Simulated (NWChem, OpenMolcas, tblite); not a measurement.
# How methods differ on C2H8Si (dimethylsilane)

The species is C2H8Si (11 atoms), meant as a singlet with charge 0. As SMILES, `C[SiH2]C`. Geometry: relaxed at PBE0-D4/def2-TZVP.

```xyz
11

C    -1.0502    0.9672   -0.6612
Si   -0.3092   -0.6532   -0.0876
C     1.3466   -0.3923    0.7457
H    -2.0158    0.8069   -1.1461
H    -0.3917    1.4646   -1.3778
H    -1.2049    1.6449    0.1821
H    -0.1399   -1.5642   -1.2561
H    -1.2451   -1.3193    0.8633
H     2.0582    0.0752    0.0604
H     1.7726   -1.3420    1.0774
H     1.2448    0.2552    1.6203
```

Quantity: the dipole moment, in D. The values are calculated.

Measured value to compare with: NIST CCCBDB gives the dipole moment of the gas as 0.75 D.

```json
{"level": "IPEA1-xTB", "kind": "semi-empirical", "program": "tblite", "value (D)": "1.54", "computed − measured": "+0.79", "CPU time": "under 2 s"}
{"level": "HF/def2-SVP", "kind": "Hartree–Fock", "program": "OpenMolcas", "value (D)": "0.73", "computed − measured": "-0.02", "CPU time": "7.5 s"}
{"level": "SVWN5/def2-SVP", "kind": "LDA", "program": "OpenMolcas", "value (D)": "0.86", "computed − measured": "+0.11", "CPU time": "25 s"}
{"level": "BLYP/def2-SVP", "kind": "GGA", "program": "NWChem", "value (D)": "0.82", "computed − measured": "+0.07", "CPU time": "29 s"}
{"level": "M06-L/def2-SVP", "kind": "meta-GGA", "program": "NWChem", "value (D)": "0.80", "computed − measured": "+0.05", "CPU time": "49 s"}
{"level": "BHLYP/def2-SVP", "kind": "global hybrid", "program": "NWChem", "value (D)": "0.76", "computed − measured": "+0.01", "CPU time": "27 s"}
{"level": "PBE0/def2-SVP", "kind": "global hybrid", "program": "OpenMolcas", "value (D)": "0.81", "computed − measured": "+0.06", "CPU time": "34 s"}
{"level": "wB97X/def2-SVP", "kind": "range-separated hybrid", "program": "NWChem", "value (D)": "0.78", "computed − measured": "+0.03", "CPU time": "50 s"}
```

Nearest: BHLYP/def2-SVP (+0.01 D); farthest: IPEA1-xTB (+0.79 D). The measured dipole is a vibrational average, so differences of a few hundredths of a debye mean little. Computed less measured by kind, in D (def2-SVP rows): semi-empirical +0.79; Hartree–Fock -0.02; LDA +0.11; GGA +0.07; meta-GGA +0.05; global hybrid +0.01 to +0.06; range-separated hybrid +0.03. Magnitudes only: a small dipole may point the other way at some levels. CPU times are rough (shared hosts, several kinds of processor): they show what a rung costs within a factor of a few.

Dimethylsilane has a modest dipole because its bond polarities largely oppose one another. Silicon is more electropositive than both carbon and hydrogen, so the Si–C and the hydridic Si–H bonds both draw electron density away from it, on opposite sides of a roughly tetrahedral centre. The net moment is the remainder of this competition, along with the polarisation of the methyl groups, and is therefore sensitive to the balance between them rather than to the polarity of any one bond.

All the Hartree–Fock and density-functional results reproduce that balance reasonably well, with LDA the most polar among them at 0.86 D. IPEA1-xTB gives about twice the measured moment, probably because a modest imbalance in its Si–C and Si–H charge transfer survives the cancellation. The close agreement of Hartree–Fock and BHLYP with experiment doesn't establish a better electron density, since errors in opposing bond contributions can cancel in the total. With only def2-SVP used for these methods, intrinsic accuracy can't be separated from compensation by basis-set error.
